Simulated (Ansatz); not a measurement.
A series in volume per atom on PO₃

All results are calculated (Ansatz 0.2.0 development build). Equation of state of a cubic crystal from periodic Kohn-Sham density functional theory without spin; pressure corrected for the finite basis.

Cell of the first row (space group Pm-3m, No. 221):
```
cell vectors (Å)
   3.2642     0.0000     0.0000
   0.0000     3.2642     0.0000
   0.0000     0.0000     3.2642
atoms (fractions of the cell vectors)
P   0.00000  0.00000  0.00000
O   0.50000  0.00000  0.00000
O   0.00000  0.50000  0.00000
O   0.00000  0.00000  0.50000
```

Settings of every row: formula PO3; structure type ReO3; functional PBE; spin treatment none; k mesh 33x33x33; occupation method fermi-dirac; occupation width 0.061225619 eV; wave cutoff 420 eV; datasets soft-1 PAW; density cutoff ratio 4.

Limits: a cubic model structure, not a phase known at ambient conditions.

```
row  volume per atom (Å³)  pressure (GPa)  energy above lowest point (meV/atom)
  1                 8.695          17.832                                 28.51
  2                  8.88               ?                                     ?
  3                 9.065           5.035                                  2.65
  4                  9.25          -0.357                                     0
  5                 9.435          -5.162                                  3.24
  6                  9.62           -9.43                                 11.71
  7                 9.805         -13.211                                 24.83
```

Question: what pressure and energy above lowest point should row 2 give?

Worked fit of pressure. Take u = (V_r/V)^(2/3) − 1 with V_r = 9.3425 Å³ an atom, which is twice the finite (Eulerian) strain; such expansions in the strain, on which the Birch-Murnaghan equation of state is built, carry the rest volume and the bulk modulus. The shown rows have u = 0.04905, 0.02031, 0.00666, -0.00655, -0.01932, -0.0317. Least squares give pressure = −2.8305 + 363.68 × u + 1154.53 × u² + 391.5 × u³ GPa; a parabola predicts inner rows, each left out in turn, worse (root mean square 0.008 against 0.0019 GPa). The rows lie off it by 0.000, 0.000, 0.000, 0.001, -0.001, 0.000. The pressure vanishes at u = 0.0076, or V = 9.237 Å³ an atom, and there the bulk modulus at fixed shape and fractions is B = −V dP/dV = (2/3)(1 + u) dP/du = 256 GPa. The withheld row has u = 0.03443, so the fit gives −2.8305 + 363.68 × (0.03443) + 1154.53 × (0.03443)² + 391.5 × (0.03443)³ = 11.076 GPa.

The calculation gave 11.076 GPa. The fit meets it to the printed digit.

Worked fit of energy above lowest point. Take u = (V_r/V)^(2/3) − 1 with V_r = 9.3425 Å³ an atom, which is twice the finite (Eulerian) strain; such expansions in the strain, on which the Birch-Murnaghan equation of state is built, carry the rest volume and the bulk modulus. The shown rows have u = 0.04905, 0.02031, 0.00666, -0.00655, -0.01932, -0.0317. Least squares give energy above lowest point = 0.932 − 247.08 × u + 16190.8 × u² + 6312 × u³ meV/atom; a parabola predicts inner rows, each left out in turn, worse (root mean square 0.12 against 0.013 meV/atom). The rows lie off it by 0.00, 0.00, -0.01, 0.00, 0.01, 0.00. Its lowest point lies at u = 0.0076, or V = 9.237 Å³ an atom, and the curvature there gives the bulk modulus at fixed shape and fractions, B = (4/9)(1 + u)² E″(u)/V = 256 GPa. The withheld row has u = 0.03443, so the fit gives 0.932 − 247.08 × (0.03443) + 16190.8 × (0.03443)² + 6312 × (0.03443)³ = 11.88 meV/atom.

The calculation gave 11.88 meV/atom. The fit meets it to the printed digit.
